## Examination question: removing an electron from Si⁺, P⁺, S⁺, Cl⁺ and Ar⁺

Taking a second electron from a light main-group atom costs tens of eV, from 15 eV for Mg⁺ to 41 eV for Ne⁺ in the table below. Each parallel-spin partner in the 2p shell is worth about 2 eV of this, valence correlation is worth up to 1.6 eV, and spin-orbit coupling a few hundredths of an eV at most. GHF is Hartree-Fock with one determinant of two-component spinors, and GMP2 adds second-order correlation among the electrons that are not frozen. Z is the nuclear charge, and (2p1/2)2 means two electrons in 2p spinors of j = 1/2. The tabulated values are NIST's, those of N⁺ and P⁺ being semi-empirical.

PySCF 2.14.0, two-component X2C-1e: GHF (one spinor determinant in jj occupation) and frozen-core GMP2, x2c-QZVPPall-2c basis, Gaussian nucleus. Energies to remove one electron from singly charged ions of periods 2 and 3 are differences of total energies. Spin-free omits the spin-orbit term; screened-SO includes the one-electron term with screened-nucleus factors.

```tsv
species	Z	electrons	configuration	final configuration	frozen electrons	GHF spin-free (eV)	GMP2 spin-free (eV)	GHF screened-SO (eV)	GMP2 screened-SO (eV)	tabulated (eV)	kind of the tabulated value
B+	5	4	[He] 2s2	[He] (2s1/2)1	2	23.45	24.47	23.45	24.47	25.1548	measured
C+	6	5	[He] 2s2 (2p1/2)1	[He] 2s2	2	24.20	24.41	24.21	24.41	24.3831	measured
N+	7	6	[He] 2s2 (2p1/2)2	[He] 2s2 (2p1/2)1	2	29.09	29.66	29.08	29.66	29.6013	semi-empirical
O+	8	7	[He] 2s2 (2p1/2)2 (2p3/2)1	[He] 2s2 (2p1/2)2	2	34.65	35.25	34.64	35.23	35.1211	measured
F+	9	8	[He] 2s2 (2p1/2)2 (2p3/2)2	[He] 2s2 (2p1/2)2 (2p3/2)1	2	33.27	34.73	33.29	34.75	34.9708	measured
Ne+	10	9	[He] 2s2 (2p1/2)2 (2p3/2)3	[He] 2s2 (2p1/2)2 (2p3/2)2	2	39.26	40.85	39.26	40.85	40.963	measured
Mg+	12	11	[Ne] (3s1/2)1	[Ne]	10	14.75	14.75	14.75	14.75	15.0353	measured
Al+	13	12	[Ne] 3s2	[Ne] (3s1/2)1	10	17.55	18.35	17.55	18.35	18.8285	measured
Si+	14	13	[Ne] 3s2 (3p1/2)1	[Ne] 3s2	10	?	?	?	?	?	measured
P+	15	14	[Ne] 3s2 (3p1/2)2	[Ne] 3s2 (3p1/2)1	10	?	?	?	?	?	semi-empirical
S+	16	15	[Ne] 3s2 (3p1/2)2 (3p3/2)1	[Ne] 3s2 (3p1/2)2	10	?	?	?	?	?	measured
Cl+	17	16	[Ne] 3s2 (3p1/2)2 (3p3/2)2	[Ne] 3s2 (3p1/2)2 (3p3/2)1	10	?	?	?	?	?	measured
Ar+	18	17	[Ne] 3s2 (3p1/2)2 (3p3/2)3	[Ne] 3s2 (3p1/2)2 (3p3/2)2	10	?	?	?	?	?	measured
```

(a) Explain the course of the values from C⁺ to Ne⁺, and decide whether the jj configurations account for it.

(b) Explain where GHF and GMP2 depart from the tabulated values.

(c) Forecast the five withheld rows with error bars: the energies, the steps Al⁺→Si⁺ and S⁺→Cl⁺, the correlation part, the error of GMP2 and the spin-orbit shift.

(d) Compare with the computed values and account for hits and misses.

## Model answer

Screened-SO values are used unless the spin-free ones are named.

### (a) The shape of the 2p series

The values rise by about 5 to 6 eV per element, except at O⁺→F⁺, where they fall at every level. If jj filling ruled, the break would come one step earlier, since N⁺ closes the 2p1/2 pair and O⁺ is the first to lose a 2p3/2 electron. The step N⁺→O⁺ is an ordinary one, +5.5 eV in the tabulated values. The drop at F⁺ is already there in spin-free GHF, 34.65 → 33.27 eV, so the numbers show that spin-orbit coupling does not make it.

The established cause is exchange. In Slater-Condon theory the repulsion in the ground terms of p¹ to p⁵ is 0, F₀ − 5F₂, 3F₀ − 15F₂, 6F₀ − 15F₂ and 10F₀ − 20F₂, where F₀ is the spherical repulsion of two p electrons and F₂ = F²/25 comes from the angular integral F². Successive differences give the repulsion that the k-th p electron carries away: 0, F₀ − 5F₂, 2F₀ − 10F₂, 3F₀ and 4F₀ − 5F₂. This is (k − 1)F₀ − 5F₂x, where x counts the p electrons with spin parallel to the one removed. With the pull of each added proton lumped together with F₀ into a slope b,

I(pᵏ) = a + b(k − 1) + Kx, x = 0, 1, 2, 0, 1, K ≈ 5F₂.

Of the 5F₂ per parallel partner, 3F₂ is the exchange integral between real p orbitals and 2F₂ comes from the weaker direct repulsion of electrons in different orbitals. Ordinary steps are then b + K, while the step from the half-filled p³ (⁴S) to p⁴ is b − 2K, because the fourth electron has no parallel partner to hold it. A least-squares fit to the five tabulated values of C⁺ to Ne⁺ gives b = 3.67 eV and K = 1.82 eV, with misfits up to 0.25 eV. Three constants on five rows describe the pattern and prove no cause, and b and K partly trade against each other. The fit even puts b − 2K marginally above zero where the tabulated step is slightly negative. Theory argues that F² grows as the shell contracts along the row, which a constant K ignores.

### (b) Where the levels fail

GHF lies below the tabulated value in every known row, and the deficit is largest where the departing electron leaves an opposite-spin partner in its own orbital. Exchange already keeps parallel spins apart in one determinant, whereas an opposite-spin pair is left uncorrelated, so the ion that holds the pair lies too high and is ionised too easily. GMP2 accordingly adds 0.59 eV for O⁺ and 1.46 eV for F⁺. For this reason GHF exaggerates the O⁺→F⁺ drop, 1.35 eV against the tabulated 0.15 eV, and GMP2 lies between the two.

B⁺ is the poorest row of GMP2, 0.68 eV below the tabulated value, while C⁺ is within 0.03 eV. The known cause is the near-degeneracy of 2s² with 2p² when the p shell is empty, which one determinant plus second-order theory handles badly. It stabilises the initial state of B⁺ and the final state of C⁺, and so acts on the two rows in opposite directions. In C⁺ the initial 2s²2p state mixes with 2p³ in a similar way, so that much of the error can cancel there. The tabulated step B⁺→C⁺ is a fall of 0.77 eV, GHF turns it into a rise of 0.76 eV, and GMP2 leaves it almost flat.

Mg⁺ has one electron outside the frozen core and hence nothing to correlate. The same calculation gives 14.745 eV at GHF, GMP2 and coupled-cluster level alike, an agreement that is built in and is no sign of convergence. The value is 0.29 eV below the tabulated one, and the excluded core-valence correlation is a known contributor. The same exclusion holds for Al⁺ and for all withheld rows. Al⁺, 0.48 eV low, also suffers from the near-degeneracy of 3s² with 3p², the fault of B⁺ one period down, and the table does not separate the two parts.

### (c) Forecast

Each withheld ion has a 2p homologue with the same valence configuration and term, so the exchange pattern carries over and only a scale factor is needed. The one pair available to set it is Al⁺/B⁺, with a ratio of 0.75 at all three levels. Scaling A keeps this ratio constant. It should be too high, because it comes from s electrons, and 2p, having no p shell beneath it, is unusually compact and tightly bound, whereas 3p is held outside the 2p core. Scaling B lets the ratio vary as (Z_eff/n)², with Z_eff from Slater's screening rules and n the principal quantum number, normalised on the same pair.

The forecast is the mean of A and B. The bar combines in quadrature half their difference with the rms relative error of Slater's rules on the eight known rows. That error comes from I = Ry[m Z_eff² − (m − 1)(Z_eff + 0.35)²]/n² for m valence electrons, and is 5.8 % of the tabulated values. The estimate for the tabulated value of Si⁺, a row that enters no calibration, runs as follows.

- Z_eff = Z − 1.7 − 0.35(m − 1) for n = 2 and Z − 8.8 − 0.35(m − 1) for n = 3, which gives B⁺ 2.95, Al⁺ 3.85, C⁺ 3.6, Si⁺ 4.5.
- Slater ratios: Al⁺/B⁺ = (3.85/3)²/(2.95/2)² = 0.757; Si⁺/C⁺ = (4.5/3)²/(3.6/2)² = 0.694.
- A = (18.83/25.15) × 24.38 = 18.25 eV; B = 18.25 × 0.694/0.757 = 16.7 eV.
- Mean 17.5 eV; bar √(0.76² + (0.058 × 17.5)²) = 1.3 eV.

The correlation part GMP2 − GHF is taken as 0.78 of the homologue's, the ratio 0.80/1.02 of Al⁺ to B⁺, with an assumed bar of ±0.25 eV. It should jump by at least 0.4 eV at Cl⁺, where pairing begins, and GHF should stay below the tabulated value in every row. The error GMP2 − tabulated is taken as the homologue's minus half the Mg⁺ deficit, with the same assumed bar.

The spin-orbit shift is screened-SO minus spin-free GHF. To first order in the p-shell constant ζ, the ground levels lie at −ζ for p¹ and p², at zero for p³ and at −ζ/2 for p⁴ and p⁵. An ion whose initial state gains more than its final state is harder to ionise, so p¹ and p⁴ shift up and p³ shifts down, while p² and p⁵ nearly cancel and go slightly negative because ζ is larger in the doubly charged ion. The unrounded shifts of the 2p rows have these signs, but at N⁺ there is no near-cancellation: −0.0074 eV against +0.0055 eV at C⁺. The likely reason is that one determinant cannot reproduce ³P₀ and to first order gains only ζ/2 instead of ζ, which makes the p² shift too negative and the p³ shift too small in size. The shifts are scaled as they stand by the Landé rule ζ ∝ (Z − 2)² I^1.5, where the inner screening of 2 is assumed and I^1.5 stands for the inverse cube of the effective quantum number.

| forecast, eV | tabulated | GHF | GMP2 | GMP2 − GHF | GMP2 − tabulated | spin-orbit shift |
|---|---|---|---|---|---|---|
| Si⁺ | 17.5 ± 1.3 | 17.4 ± 1.2 | 17.5 ± 1.2 | +0.16 | −0.12 | +0.030 ± 0.022 |
| P⁺ | 20.6 ± 1.9 | 20.3 ± 1.9 | 20.7 ± 1.9 | +0.45 | −0.08 | −0.029 ± 0.022 |
| S⁺ | 24.0 ± 2.7 | 23.6 ± 2.7 | 24.1 ± 2.7 | +0.46 | −0.03 | −0.049 ± 0.029 |
| Cl⁺ | 23.5 ± 3.0 | 22.3 ± 2.9 | 23.4 ± 3.0 | +1.15 | −0.36 | +0.054 ± 0.032 |
| Ar⁺ | 27.1 ± 3.9 | 26.0 ± 3.7 | 27.1 ± 3.8 | +1.25 | −0.26 | −0.012 ± 0.015 |

The spin-orbit signs are thus +, −, −, +, −, with sizes two to six times those of period 2, all below 0.1 eV, and a bar of 40 % plus 0.01 eV. P⁺ and S⁺ are the least reliable, since each involves a ³P₀ state. That level is only the target of the run, and a single determinant may mix J.

Two steps are forecast separately. Al⁺→Si⁺ falls by 0.6 to 2.1 eV in the tabulated values, and by the p-core argument it should fall in GHF too, unlike B⁺→C⁺, though the scalings give either sign there. S⁺→Cl⁺ is by far the smallest 3p step, negative in GHF, where the scalings give −1.0 to −1.6 eV. Its tabulated value lies within one eV of zero, with the sign left open, and K is smaller than in period 2.

### (d) The computed values

The withheld rows as computed:

```tsv
species	Z	electrons	configuration	final configuration	frozen electrons	GHF spin-free (eV)	GMP2 spin-free (eV)	GHF screened-SO (eV)	GMP2 screened-SO (eV)	tabulated (eV)	kind of the tabulated value
Si+	14	13	[Ne] 3s2 (3p1/2)1	[Ne] 3s2	10	15.88	16.12	15.91	16.14	16.3458	measured
P+	15	14	[Ne] 3s2 (3p1/2)2	[Ne] 3s2 (3p1/2)1	10	19.00	19.65	18.98	19.62	19.7695	semi-empirical
S+	16	15	[Ne] 3s2 (3p1/2)2 (3p3/2)1	[Ne] 3s2 (3p1/2)2	10	22.83	23.38	22.79	23.34	23.3379	measured
Cl+	17	16	[Ne] 3s2 (3p1/2)2 (3p3/2)2	[Ne] 3s2 (3p1/2)2 (3p3/2)1	10	22.42	23.48	22.46	23.53	23.8136	measured
Ar+	18	17	[Ne] 3s2 (3p1/2)2 (3p3/2)3	[Ne] 3s2 (3p1/2)2 (3p3/2)2	10	26.36	27.46	26.35	27.45	27.6297	measured
```

Thirteen of the fifteen energies fall inside their bars. The two misses are both Si⁺, where the forecast is too high by 1.46 eV in GHF and 1.41 eV in GMP2, against a bar of 1.2 eV. The tabulated Si⁺ value is only just inside, 1.15 eV below the forecast. At each level the forecast is too high for Si⁺, P⁺ and S⁺ and too low for Cl⁺ and Ar⁺, and so regular a drift points to a fault in the model.

The ratios of the 3p values to their 2p homologues expose the fault. They are nearly constant, 0.66 to 0.68 for the tabulated values. Scaling A had the right form and a constant that was too large, as had been argued. Scaling B, whose ratio slides from 16.74/24.38 = 0.69 at Si⁺ to 23.61/40.96 = 0.58 at Ar⁺, had the wrong form. The good agreement at Cl⁺ comes from averaging an error of each sign and is no merit of either scaling.

Si⁺ misses because there both scalings are too high, so that their small spread understated the uncertainty. Both rest on an s pair, and Slater's rules screen s and p alike. The step Al⁺→Si⁺ shows the same fault directly: the tabulated fall is 2.48 eV, beyond the forecast limit of 2.1 eV. GHF falls as argued, and its 1.64 eV exceeds the 0.93 eV of the more negative scaling. The numbers show that p binding loses more than s binding between the two periods, and the compact 2p shell is the argued reason, which the table supports without isolating it.

S⁺→Cl⁺ is indeed by far the smallest step, against 3 to 4 eV for the others. In GHF it has the forecast sign and is much weaker than the forecast range, −0.33 eV. The tabulated step of +0.48 eV is inside the stated window, although both scalings had made it negative. GMP2 already gets the sign right, so in this period GHF is wrong about whether there is a drop at all.

The exchange model describes the change of sign but is not tested by it, since K is read from the same steps. Taking K as a third of the gap between the mean ordinary step and the p³→p⁴ step, gives 1.91 eV for 2p and 1.04 eV for 3p in the tabulated values. Their ratio of 0.55 is well below the two thirds by which the energies themselves shrink, so 2K no longer outweighs b. Theory argues why: F² is a repulsion and scales as the inverse size of the orbital, roughly as Z_eff/n², whereas the binding scales roughly as Z_eff²/n². Since Z_eff is larger for 3p than for its 2p homologue, the binding falls less than F² does. This hydrogen-like argument gives the direction and should not be trusted for the size. A K read from steps also absorbs the correlation of the broken pair: in GHF it is 2.27 eV for 2p and 1.31 eV for 3p, and the S⁺→Cl⁺ step stays negative. The change of sign needs that correlation as well as the weaker exchange.

All five correlation forecasts hold, the largest miss being 0.19 eV at P⁺. The part added by GMP2 goes from 0.55 eV at S⁺ to 1.07 eV at Cl⁺, a jump of 0.52 eV, so the broken pair is seen again. GHF is below the tabulated value in all five rows, most of all in the two that lose a paired electron.

The errors of GMP2 relative to the tabulated values are all within 0.09 eV of the forecast. The worst withheld row is Cl⁺, 0.28 eV low. Every 3p error lies below that of its homologue, by about 0.2 eV at Si⁺ and P⁺ and by less than 0.1 eV at Cl⁺ and Ar⁺. No run here unfreezes the core, so the cause is not shown. Core-valence correlation and valence correlation beyond second order are both candidates, which these runs cannot tell apart, and the success of subtracting half the Mg⁺ deficit does not confirm the reasoning behind it. The agreement at S⁺ is best read as a cancellation, for O⁺ is too high at the same level.

The unrounded spin-orbit shifts, +0.023, −0.023, −0.039, +0.046 and −0.013 eV from Si⁺ to Ar⁺, have the forecast signs and lie inside their bars. They are 2.1 to 4.3 times the 2p shifts, so the factor of two is reached in every row, but from Si⁺ to Cl⁺ the forecast is too large by roughly 20 to 30 %. At P⁺ and S⁺ the agreement suggests that the homologues share the defect of the single determinant, and does not show that the ³P₀ levels are right. For P⁺ the run displays the defect: ⟨J²⟩ is 1.90 where ³P₀ has 0, so ⟨L·S⟩ is −1.06 instead of −2, about half the gain, as argued in (c). The rounding of the table leaves up to 0.01 eV of uncertainty in a difference, which is the whole of the Ar⁺ shift, so these shifts cannot be read from its columns. The screened-nucleus factors also overshoot for light atoms, and Breit and QED terms are left out. Even at Si⁺, where correlation is smallest among the 3p rows, the shift is 0.023 eV against 0.24 eV.

## Remarks on the reasoning

An answer that reads the trend off the jj labels loses the marks for (a). Those labels say how the determinant was filled at the start, and the energies follow the LS ground terms, because exchange of 1 to 2 eV per partner dwarfs spin-orbit shifts of hundredths of an eV. The place of the break decides the matter, and it is at p³→p⁴ in both periods.

Most marks in (c) go to the error bar. The spread between two models measures uncertainty only where they do not share an assumption, and here both inherited an s-electron calibration. The bar was narrowest at Si⁺, next to the calibration point, where the shared fault was not covered, and needlessly wide at Ar⁺, where ±3.9 eV enclosed a miss of 0.50 eV. A candidate who argues that scaling A is too high for p electrons should ask whether the same argument lowers B.

The small quantities were forecast with smaller misses in eV than the large one, though not in per cent, because they hang on the configuration, which the homologue supplies, and an error in the scale factor costs little on a part of one eV. A step that is a difference of two larger terms, such as b − 2K, is the opposite case. A modest change in the ratio of K to b reverses it, and leaving its sign open earns full credit.
